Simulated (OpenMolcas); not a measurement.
**How methods differ on BNH3 (SMILES [BH]N)**

BNH3 has 5 atoms, charge 0, and is taken as a doublet. SMILES: `[BH]N`. The coordinates come from a GFN2-xTB relaxation. This is one conformer, not always the lowest.

```xyz
5

B     0.7058   -0.3416    0.5400
N    -0.1687    0.4034   -0.2106
H     0.5367   -1.4869    0.7238
H    -1.0067    0.0361   -0.6531
H    -0.0671    1.3891   -0.4000
```

Quantity: the energy change with the B1–N2 bond stretched from 1.372 to 2.402 Å, in eV. The values are calculated.

```
                level                kind     program  value (eV)  less FCI/STO-3G  CPU time (all runs)
          ROHF/STO-3G        Hartree–Fock  OpenMolcas        6.25            -0.03                5.7 s
      U-r2SCAN/STO-3G            meta-GGA  OpenMolcas        6.41            +0.13                 17 s
        UB3LYP/STO-3G       global hybrid  OpenMolcas        6.55            +0.27                 16 s
         UPBE0/STO-3G       global hybrid  OpenMolcas        6.80            +0.52                 13 s
   CASPT2(3,3)/STO-3G      multireference  OpenMolcas        6.41            +0.13                4.2 s
   CASSCF(3,3)/STO-3G      multireference  OpenMolcas        5.86            -0.42                4.5 s
     MRCI(3,3)/STO-3G      multireference  OpenMolcas        6.29            +0.01                4.7 s
SC-NEVPT2(3,3)/STO-3G      multireference  OpenMolcas        6.53            +0.25                3.9 s
           FCI/STO-3G  exact in the basis  OpenMolcas        6.28             0.00                 32 s
```

FCI/STO-3G is exact within its basis and frozen core, so for wave-function methods in that basis the difference is their error; functionals converge differently with the basis, so for them it is only a difference. The first shape isn't each level's own minimum. The values span 5.86 to 6.80 eV. Spin contamination of the reference (⟨S²⟩ at least 0.1 too high) touches U-r2SCAN/STO-3G, UB3LYP/STO-3G, UPBE0/STO-3G. All rows use very small basis sets, so even the best lies far from the true value. Times are those of the runs behind each value, whatever else they computed, on shared processors of several kinds: orders of magnitude only.

Stretching the B–N link is costly because it weakens both the σ bond and the π donation from the nitrogen lone pair into the formally empty boron p orbital. Among the wave-function methods, CASSCF falls furthest below FCI, by 0.42 eV. Its small active space probably captures much of the near-degeneracy correlation that grows on stretching, but misses dynamic correlation, which is usually larger in the compact bond. MRCI restores this balance almost completely, whereas CASPT2 and SC-NEVPT2 overshoot, which suggests that second-order theory exaggerates the differential correlation.

ROHF's closeness to FCI is best read as cancellation between missing static and dynamic correlation, not as evidence that a single determinant describes the stretched radical well. Its agreement at this one displacement therefore gives no assurance about the rest of the curve. Nor is the energy change a bond dissociation energy: the fragments are still interacting and have not relaxed, and the electronic states they would reach on full separation are not identified.
